Yambo 5.3.0, G0W0 with a plasmon-pole model, 95 bands and a 5 Ry screening block, for SnTe on Quantum ESPRESSO LDA states without spin–orbit coupling (PseudoDojo 0.4.1 potentials, 4×4×4 k mesh, Fermi–Dirac smearing of 0.05 eV). Each column of levels counts from its top filled state at L; the band labels keep the order of the LDA start.

| row | state k a (reciprocal cell vector) | state k b (reciprocal cell vector) | state k c (reciprocal cell vector) | state band | state start level (eV) | state corrected level (eV) | state weight z |
| --- | --- | --- | --- | --- | --- | --- | --- |
| 1 | 0.000 | 0.000 | 0.000 | top filled | -2.063 | -2.464 | 0.775 |
| 2 | 0.000 | 0.000 | 0.000 | first empty | 3.368 | 3.292 | 0.771 |
| 3 | 0.000 | 0.000 | -0.500 | top filled | 0.000 | 0.000 | 0.793 |
| 4 | 0.000 | 0.000 | -0.500 | first empty | 0.101 | -0.014 | 0.788 |
| 5 | 0.250 | -0.500 | -0.250 | top filled | -0.773 | -1.015 | 0.785 |
| 6 | 0.250 | -0.500 | -0.250 | first empty | 0.858 | 0.828 | 0.788 |

The rows pair up into direct gaps, the distance between the top filled and the first empty state at one wave vector. The pairs belong to the zone centre Γ (0, 0, 0), to the point L (0, 0, −0.5) in the middle of a hexagonal face of the zone, and to the corner W (0.25, −0.5, −0.25). The many-body correction changes each direct gap by a few tenths of an eV at most. At Γ this is a small repair to a gap of more than 5 eV; at L it is as large as the gap itself.

The sign of the change is the puzzle. The gap widens by 0.325 eV at Γ and by 0.212 eV at W, but at L it goes from 0.101 eV to −0.014 eV. A negative gap here means that two states have changed places while keeping the labels from the starting calculation. Three explanations come to mind: that L should have widened like the other points and is merely a poor number, that the two states at L start in reversed order, or that both are only partly filled.

**First idea: the correction widens every gap**

This is the usual experience with semiconductors, and it has a sound reason. The local density approximation gives filled and empty states the same potential. The correction replaces that potential by a screened exchange and correlation energy that depends on the state. A state that resembles the filled ones around it gains more exchange energy, so it sinks relative to a state that doesn't resemble them.

The idea holds at Γ and W and fails at L. If the mean widening of those two points, 0.27 eV, applied at L too, the gap there would become 0.37 eV, whereas the calculation gives practically zero. Stretching the gaps by a common factor comes nearer, because a small gap then hardly grows: the factors found at Γ and W, 1.06 and 1.13, would both give about 0.11 eV at L. But a factor that widens the other gaps can't shrink this one, and no positive factor can make two levels change places. Anyone who corrects a cheap band structure by one rigid shift would therefore miss the computed result at L, where the smallest gap of the table lies.

**Second idea: the order at L is reversed from the start**

In the related compound PbTe the highest filled states at L are mainly tellurium p states and the lowest empty ones mainly lead p states. SnTe is known for the opposite order at L: the tin-like state, which belongs to the conduction band by character, lies below the tellurium-like one. That is the order of the real material, in which spin–orbit coupling is at work. Suppose that the starting calculation, which leaves this coupling out, has the reversed order too. The label "top filled" at L then sits on a state of conduction type.

What matters next is why the correction should follow the character of a state and not its label. Exchange acts between a state and all filled states of the crystal, at every wave vector. A reversed order is confined to a small region around L; in the rest of the zone the filled states keep their tellurium character. The tellurium-like state at L thus finds many filled partners that resemble it and is pulled down, although it starts as the upper of the two. The tin-like state finds fewer and is left behind.

The same widening that opens an ordinary gap then works against a reversed one. It first brings the two levels together, then lets them pass, and finally opens a gap in the normal order. To put this into numbers, let $\Delta$ be the energy of the conduction-type state less that of the valence-type state, so that a reversed order has a negative $\Delta$. With a widening $\delta$ the corrected value is

$$\Delta_\text{corrected} = \Delta_\text{start} + \delta .$$

For L the start is $\Delta_\text{start} = -0.101$ eV. The mean widening at Γ and W is

$$\delta = \frac{0.325 + 0.212}{2}\ \text{eV} \approx 0.27\ \text{eV},$$

$$\Delta_\text{corrected} \approx -0.10 + 0.27 = 0.17\ \text{eV}.$$

The levels should therefore swap, and they do. The computed value, read in the same way, is only 0.014 eV, so the simple estimate gets the direction right and overshoots the size. If $\delta$ is instead allowed to grow with the starting gap, along the straight line through Γ and W, the prediction falls to 0.06 eV. L took no part in setting either version of $\delta$, but two points always lie on a line, so the better agreement doesn't establish that law. The printed output after this page compares both versions for the normal and the reversed order.

The single levels tell a similar story. All energies count from the top filled state at L, and on that scale the filled states at Γ and W sink by 0.40 and 0.24 eV, while the empty ones there sink by less than 0.1 eV. The reference level thus keeps company with the empty states, as a state of conduction type would. Its partner, the first empty state at L, sinks by 0.115 eV, more than either of the other empty states. That last difference is only some hundredths of an eV, so it supports the reading without deciding it.

**Third idea: the states at L are only partly filled**

The starting calculation smears the occupations over 0.05 eV, and both levels at L lie about that far from the Fermi level. The lower state is therefore about 73 % filled and the upper one about 27 %, in place of full and empty. This weakens the preference of exchange for the lower state and draws the two levels together, whatever their character. It is a fault of the settings that imitates a reversed order, so it deserves an estimate.

On a finite mesh each wave vector stands for a small cell of the zone, and a filled state gains exchange energy from its own cell. Replacing that cell by a sphere of equal volume puts this gain at roughly 2 eV for the present mesh. The partial filling removes about half of the resulting separation between the two levels, which is of the order of 1 eV before screening. To explain L in this way with a normal order, the other electrons would have to screen the effect by a factor of only 3 or 4 if L should widen like Γ and W, and of about 10 if its gap should merely stretch.

Screening in SnTe is expected to be stronger than either, because small gaps let the electrons respond easily to a charge. A factor of 30, for example, would leave only some hundredths of an eV, well short of what a normal order would need. This is an argument from theory, because it takes the screening from general knowledge of the material and not from this run. Partial filling probably contributes to the closing at L, but it is a weak candidate for the whole of it.

**What the numbers settle**

The numbers rule out a uniform widening as a description of these results. They can't exclude that the value at L is a poor one, because the mesh, the number of bands and the screening matrix were not converged. Taken as they stand, they favour a reversed order at L, which accounts for the opposite sign with the same physics that acts at Γ and W. This support comes from the direction of the change more than from its size: a normal order with stretched gaps misses the computed value by 0.12 to 0.13 eV, no more than the reversed order with the mean widening does. The reversed order itself remains an inference from how the levels move, since it rests on energies and not on the shapes of the states. The direct test is the parity of the two states at L, that is, whether each changes sign on inversion through a tin nucleus. At L a state of tin p character does, and one of tellurium p character doesn't. A repeat with whole-number fillings would show how much of the closing belongs to the smearing.

The final order at L is less certain than the closing. A separation of 0.014 eV is far smaller than the changes that a denser mesh, more bands or a larger screening matrix could bring. The run also treats the system as a metal but leaves the response of its free carriers out of the screening, which probably matters most at L, next to the Fermi level. The result is best read as two levels that have met, with their final order open.

Neither gap at L should be set beside a measured one. Spin–orbit coupling is left out, and for the p states of tellurium it amounts to several tenths of an eV, more than the whole gap in question. Even the starting gap of 0.101 eV is a property of the mesh points: if the order at L is reversed, the bands of a calculation without spin–orbit coupling must cross somewhere nearby, between the points.

For a similar narrow-gap material, the first thing to establish is therefore which state lies on top, and only then how wide the gap is. With a normal order the widening adds to the gap. With a reversed order it is subtracted: a reversed gap larger than the widening shrinks but stays reversed, and a smaller one closes and reopens the normal way round.

Numerical output:

```
Level shifts counted from row 3 in eV:
  row   start   shift
    1  -2.063  -0.401
    2   3.368  -0.076
    3       0       0
    4   0.101  -0.115
    5  -0.773  -0.242
    6   0.858   -0.03
Direct gap at Gamma, W, L before correction (eV): 5.431, 1.631, 0.101
Direct gap at Gamma, W, L after correction (eV): 5.756, 1.843, -0.014
Change of direct gap at Gamma, W, L (eV): 0.325, 0.212, -0.115
Stretch factor of the gap at Gamma and W: 1.06, 1.13
Mean opening at Gamma and W (eV): 0.2685
L gap predicted for normal order, mean opening and line (eV): 0.3695, 0.2675
Miss for normal order, prediction less computed, mean opening and line (eV): 0.3835, 0.2815
Signed L gap predicted for inverted start, mean opening and line (eV): 0.1675, 0.0595
Signed L gap computed, read as inverted start (eV): 0.014
Miss for inverted start, prediction less computed, mean opening and line (eV): 0.1535, 0.0455
Distance between the two groups of shifts if L is inverted (eV): 0.039
Common raw shift needed if unequal Z alone made the L change (eV): 23
Occupation of the lower and upper L level: 0.733, 0.267
Rough exchange splitting lost by fractional filling before screening (eV): 1.202
Rough screening factor at which filling alone would explain L, mean opening and line: 3.133, 4.268
```
